Before computing spin-spin couplings for a fluorinated aromatic ring, a basis set has to be chosen, and it is tempting to take whichever set served for the geometry and to trust it once one coupling looks reasonable. The B3LYP results for 4-fluoroaniline below show what that choice costs. Geometry and functional are the same in every row, yet each one-bond coupling spans 50 to 63 % of its pcJ-1 value. A basis that agrees with pcJ-1 for one pair of elements can also disagree for the next: def2-TZVP matches it within 0.7 Hz for N–C and C–C and differs by 30 Hz for C–F.

One-bond spin-spin couplings of 4-fluoroaniline (SMILES Nc1ccc(F)cc1, atoms numbered in this order), from non-relativistic gas-phase B3LYP with density fitting in PySCF 2.14.0 at the PBE0-D3(BJ)/def2-SVP geometry. The isotopes are 13C, 15N and 19F. The spin-dipole term is included for N–C and C–F but not for C–C.

| functional | basis | 1J(N1,C2) (Hz) | 1J(C8,C2) (Hz) | 1J(C7,C8) (Hz) | 1J(C5,C7) (Hz) | 1J(C5,F6) (Hz) |
| --- | --- | --- | --- | --- | --- | --- |
| B3LYP | 6-31G(d) | -18.1 | 91.3 | 93.6 | 99.1 | -181.0 |
| B3LYP | cc-pVTZ | -9.5 | 72.2 | 71.8 | 84.5 | -305.9 |
| B3LYP | def2-TZVP | -13.1 | 67.7 | 67.7 | 77.6 | -333.3 |
| B3LYP | pcJ-0 | -9.6 | 54.4 | 55.1 | 60.4 | -373.3 |
| B3LYP | pcJ-1 | -13.8 | 68.1 | 68.4 | 77.3 | -303.0 |

The symbol 1J(A,B) is the coupling in Hz between directly bonded nuclei A and B. N1 is the amino nitrogen, C2 the carbon that carries it, C5 the carbon that carries F6, and C7 and C8 complete one side of the ring. The three C–C couplings are highest in 6-31G(d) and lowest in pcJ-0, while the magnitude of the C–F coupling has its extremes the other way round. The set pcJ-1 serves as the point of comparison because it is the larger of the two sets built for couplings, but it is not shown to be a limit: the step from the very small pcJ-0 still moves C–F by 70 Hz.

The main route by which two bonded carbon nuclei communicate is the Fermi contact interaction. The magnetic moment of nucleus A acts on electron spin exactly at its own position and produces a slight excess of one spin there. The bond passes this polarisation on, and nucleus B senses the spin density that arrives exactly at its position. Only s functions are non-zero at their own nucleus, so the result depends on how the basis describes s amplitude in a tiny region around two points.

That region is where ordinary bases are weakest. A true orbital has a cusp at the nucleus and a Gaussian is flat there, so very tight s functions are needed to imitate the shape, and the core functions must be free enough to polarise. The pcJ sets are built this way, whereas 6-31G(d), cc-pVTZ and def2-TZVP are fitted to energies and lack the added tight s functions. The total energy is a poor guide to the couplings: 6-31G(d) lies only 0.030 Eh above pcJ-1, yet its C–C couplings are 22 to 25 Hz larger, while def2-TZVP lies 0.142 Eh below pcJ-1 and agrees with it for C–C within 0.7 Hz. The lowest triplet Hessian eigenvalue, which would signal an approaching spin instability, varies by only 1.2 %, so the spread is not a response running away.

For one C–C bond in two bases the split into terms confirms that contact is what moves. From cc-pVTZ to pcJ-0 the C8–C2 total falls by 17.8 Hz, of which the contact term supplies 17.5 Hz and the paramagnetic spin-orbit (PSO) term, the response of the orbital motion, only 0.3 Hz. This is shown for that bond and that pair of bases, and its extension to the other rows is an inference. The C–C totals were computed without the spin-dipole term, so their absolute values are incomplete in every row.

The direction of the error is not fixed by theory. A coupling is a mixed second derivative of the energy with respect to two different nuclear moments, and no variational bound applies to such a cross term, so a poorer basis may overshoot or undershoot. The table shows both: relative to pcJ-1, the C–C couplings are about a third too high in 6-31G(d) and about a fifth too low in pcJ-0. A plausible reading of the overshoot, untested here, is that the core of 6-31G(d) is one rigid contracted function, which fixes the valence amplitude at the nucleus through orthogonality and cannot relax in response. The low values of pcJ-0 need another cause, since that set does have tight s functions. It is very small, built on a valence set without polarisation functions, and its energy lies 0.685 Eh above pcJ-1, so a poor description of the bond itself is the likely reason, also untested. Conversely, def2-TZVP comes close to pcJ-1 for C–C without added tight functions, which may be a compensation of errors.

The simplest quantitative model follows from the form of the contact term. It is a sum over excitations from occupied orbitals i to empty orbitals a, with φ(A) an orbital amplitude at nucleus A and Δ the triplet excitation energy:

contact term ∝ −Σ φᵢ(A) φₐ(A) φₐ(B) φᵢ(B) / Δᵢₐ

If a change of basis only multiplied the amplitude products at each nucleus by a factor s that depends on the element, and if contact dominates, then J(A,B) = s_A s_B J(A,B; pcJ-1). All C–C couplings would then share one factor f = s_C² per basis. It was fitted by least squares through the origin, for each basis separately, to the three C–C columns.

For pcJ-0 the fit reads

f = (54.4×68.1 + 55.1×68.4 + 60.4×77.3) / (68.1² + 68.4² + 77.3²) = 12142 / 15291 = 0.794

Applied to C5–C7, which was part of the fit, it gives 0.794 × 77.3 = 61.4 Hz against the computed 60.4 Hz. The model therefore captures most of the drop with one number. This is the practical regularity among the carbon bonds: a basis moves all of them the same way, by amounts that agree to within a few hertz. The exception is def2-TZVP, whose differences from pcJ-1 are below one hertz and of mixed sign.

The agreement is approximate all the same. Over the twelve fitted values the rms residual is 1.6 Hz and the worst is 3.4 Hz, for C5–C7 in 6-31G(d), far above the 0.05 Hz rounding of the table. A constant shift per basis, taken as the mean difference from pcJ-1, does about as well at 1.4 Hz rms. Three couplings of such similar size cannot tell scaling from shifting, so the fit is no proof of the mechanism. A more distant pair of carbons does decide against pure scaling. Between C2 and C5, three bonds apart, the contact term is about −0.5 Hz in cc-pVTZ and +4.6 Hz in pcJ-0, and a common factor s_C², which is positive, cannot reverse a sign. The single factor is therefore a summary of the one-bond values and not a property of the carbon nucleus in a given basis.

For directly bonded pairs, the model breaks openly when it is carried from carbon to fluorine. If fluorine were rescaled like carbon, pcJ-0 would give 0.794 × (−303.0) = −240.6 Hz for C–F, a column outside the fit, whereas the computed value is −373.3 Hz. The prediction moves in the wrong direction, and it does so again for 6-31G(d), where C–C grows and the magnitude of C–F shrinks. A separate fluorine factor could be chosen to match any single C–F value, but that tests nothing, and it would have to move opposite to the carbon factor.

Removing the nuclear moments makes the pattern easier to read. The reduced coupling K is defined by J = h(γ_A/2π)(γ_B/2π)K, with γ the gyromagnetic ratio, and it carries the electronic part alone. With rough recalled ratios to the proton of 0.25 for ¹³C, −0.10 for ¹⁵N and 0.94 for ¹⁹F, K is positive for N–C and C–C and negative for C–F in every row. The negative N–C values in Hz thus reflect only the sign of γ(¹⁵N), and a given change of K appears nearly four times larger in Hz for C–F than for C–C.

In these terms the opposite behaviour of C–C and C–F is a single direction of motion. From pcJ-0 to 6-31G(d), K rises by about 28 for N–C, about 50 for C–C and 68 for C–F, in units of 10¹⁹ T² J⁻¹. A positive K grows under such a shift and a negative one is partly cancelled. The fivefold larger range of C–F in Hz is therefore mostly the nuclear moment of fluorine, with a somewhat larger electronic change on top.

Theory offers a reason why C–F should be a balance and not a single scalable term. For a plain σ bond the bonding orbital has the same sign at both nuclei and the antibonding one opposite signs, so the sum above gives positive K. Fluorine holds its 2s orbital deep and bonds with nearly pure p character, which weakens this positive term, while lone-pair contributions of negative sign, a proposed reason for negative C–F couplings, prevail. A basis error that inflates the positive bond term would raise C–C and eat into the negative C–F total. That this is what happens in these rows is a conjecture, since orbital and spin-dipole terms also matter for fluorine.

The common direction holds between the extremes and only loosely in the middle. A least-squares line of C–F against the mean C–C coupling over all five rows has slope 5.1 Hz per Hz, but every row misses it by about 10 Hz or more. The largest miss is def2-TZVP, 19 Hz below the line, and cc-pVTZ misses almost as far on the same side. One measure of basis quality at carbon evidently does not fix the description at fluorine.

Nitrogen supplies the clearest irregular row. In cc-pVTZ the C–C couplings lie above pcJ-1, so the carbon factor predicts −14.8 Hz for N–C, but the computed value is −9.5 Hz, next to the −9.6 Hz of pcJ-0. The near identity of these two totals is helped by cancellation, a more negative contact term in pcJ-0 being offset by a more positive PSO term, each by about half a hertz or a little less. The two bases differ strongly on C–C, so their agreement here says nothing about convergence.

The contact terms of those two bases allow a test that needs no assumption about the nitrogen factor, because pure rescaling demands one ratio for every N–C pair. The ratio pcJ-0/cc-pVTZ is 1.04 over one bond, 0.57 over two and 0.74 over three. The longer-range terms are only a few hertz or less and so are sensitive to any imbalance, but the inequality is plain. The basis changes the relative weight of the terms in the sum, as well as their overall size.

One chemical feature survives every basis: C5–C7, next to fluorine, is the largest C–C coupling in all rows. Bent's rule offers an explanation, not tested here: carbon directs p character towards fluorine and keeps more s character for its ring bonds. The excess over the mean of the other two runs from 5.7 to 12.5 Hz, so its sign is secure and its size is not. C8–C2 and C7–C8 differ by at most 0.7 Hz outside 6-31G(d), with changing order, and support no interpretation.

For the choice of basis, this means that each pair of elements needs its own check, made by enlarging a set built for couplings until the value stops moving. Closeness to a measured value would be a poor substitute. B3LYP is known to make aromatic C–F couplings too negative, so the small magnitude of −181.0 Hz in 6-31G(d) is no sign of quality, and these non-relativistic gas-phase values for one conformer carry no vibrational or solvent correction.
